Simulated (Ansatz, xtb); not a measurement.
## Two isomers of C3H5BN2

Structure I is `Bc1cnc[nH]1`, a singlet and structure II is `Bn1ccnc1`, a singlet. Both are isolated molecules in the gas phase, relaxed with r2SCAN-D4/def2-SVP; the shapes shown needn't be the lowest conformers.

I (Å):

```xyz
11

C    -1.9256    0.5520    1.1555
C    -3.3037    0.3699    0.9468
C    -2.3655   -1.0004   -0.3798
B    -1.1566    1.4721    2.0763
N    -3.5621   -0.5747    0.0130
N    -1.3657   -0.3665    0.2646
H     0.0540    1.4587    2.0891
H    -1.7610    2.2233    2.8016
H    -4.1063    0.9063    1.4569
H    -2.1878   -1.7706   -1.1330
H    -0.3703   -0.5178    0.1374
```

II (Å):

```xyz
11

C    -2.6105    0.7600    0.0646
C    -2.8105   -0.4121   -0.6086
C    -1.6380   -0.9410    1.0996
B    -1.3628    1.3025    2.2164
N    -1.8436    0.4380    1.1890
N    -2.1960   -1.4679    0.0512
H    -1.6252    2.4746    2.1526
H    -0.7131    0.8130    3.1033
H    -2.9247    1.7837   -0.1265
H    -3.3622   -0.5705   -1.5354
H    -1.0601   -1.4681    1.8610
```

Energies in hartree; the thermal terms are from r2SCAN-D4/def2-SVP harmonic frequencies (ideal gas, rigid rotor, one conformer each, 298.15 K, 1 atm) and include the zero-point energy:

```
                              I           II
E, CCSD(T)/def2-SVP  −250.764268  −250.786165
    E, MP2/def2-SVP  −250.694748  −250.714812
  E, MP2/def2-TZVPP  −251.150580  −251.170027
  zero-point energy     0.082558     0.082530
       H(298 K) − E     0.088611     0.088434
       G(298 K) − E     0.054416     0.054547
```

Question: Correct the CCSD(T) difference for the basis set by the MP2 change, then work out ΔE, ΔE₀, ΔH and ΔG for I → II in kcal/mol (1 Eh = 627.51 kcal/mol) and the equilibrium ratio [II]/[I].

Answer: 1. Differences II − I: CCSD(T) −0.021897, MP2 in the small set −0.020064, MP2 in the large set −0.019447 Eh.
2. ΔE = −0.021897 + (−0.019447 − (−0.020064)) = −0.021280 Eh = −13.35 kcal/mol.
3. ΔE₀ = ΔE + ΔZPE = −0.021280 + (−0.000028) Eh = −13.37 kcal/mol.
4. ΔH = ΔE + (−0.000177) Eh = −13.46 kcal/mol.
5. ΔG = ΔE + (+0.000131) Eh = −13.27 kcal/mol, so ΔS = (ΔH − ΔG)/T = −2.7 J/(mol K).
6. kT = 0.9442 mEh, so K = [II]/[I] = exp(−ΔG/kT) = exp(+22.40) ≈ 5.3 × 10^9.

Structure II is favoured at this temperature. An error of 1 kcal/mol in ΔG would change K by a factor of 5.4. Mirror images and further conformers aren't counted.

As drawn, II has 1 B–N, 1 C–H in place of 1 C–B, 1 N–H.

Other levels gave ΔE = −18.2 (GFN2-xTB); −22.5 (HF/STO-3G, GFN2-xTB geometries); −9.9 (r2SCAN-D4/def2-SVP//GFN2-xTB); −10.2 (r2SCAN-D4/def2-SVP); −14.3 (HF/def2-SVP); −12.6 (MP2/def2-SVP); −13.7 (CCSD(T)/def2-SVP) kcal/mol. The correlated steps freeze 6 core orbitals. Programs: Ansatz 0.2.0, xtb 6.7.1.

The N-boryl imidazole lies well below its C-boryl isomer, and the preference is almost entirely electronic: ΔE is −13.35 and ΔG −13.27 kcal/mol, since zero-point and thermal terms nearly cancel between two such similar frameworks. The main cause is probably the exchange of a B–C for a B–N bond, which is more polar and gains π donation from nitrogen into the empty boron p orbital. The BH2 group in II lies in the ring plane, as this overlap requires. The donation is likely weaker than in a simple aminoborane, because the same nitrogen pair also belongs to the aromatic sextet. Every level listed favours II, Hartree–Fock included, so the ordering doesn't depend on electron correlation, though the size of the gap varies with method. The large ratio describes equilibrium between isolated monomers and needn't carry over to the condensed phase, where the free imine-type nitrogen of one molecule could bind the Lewis-acidic boron of another.
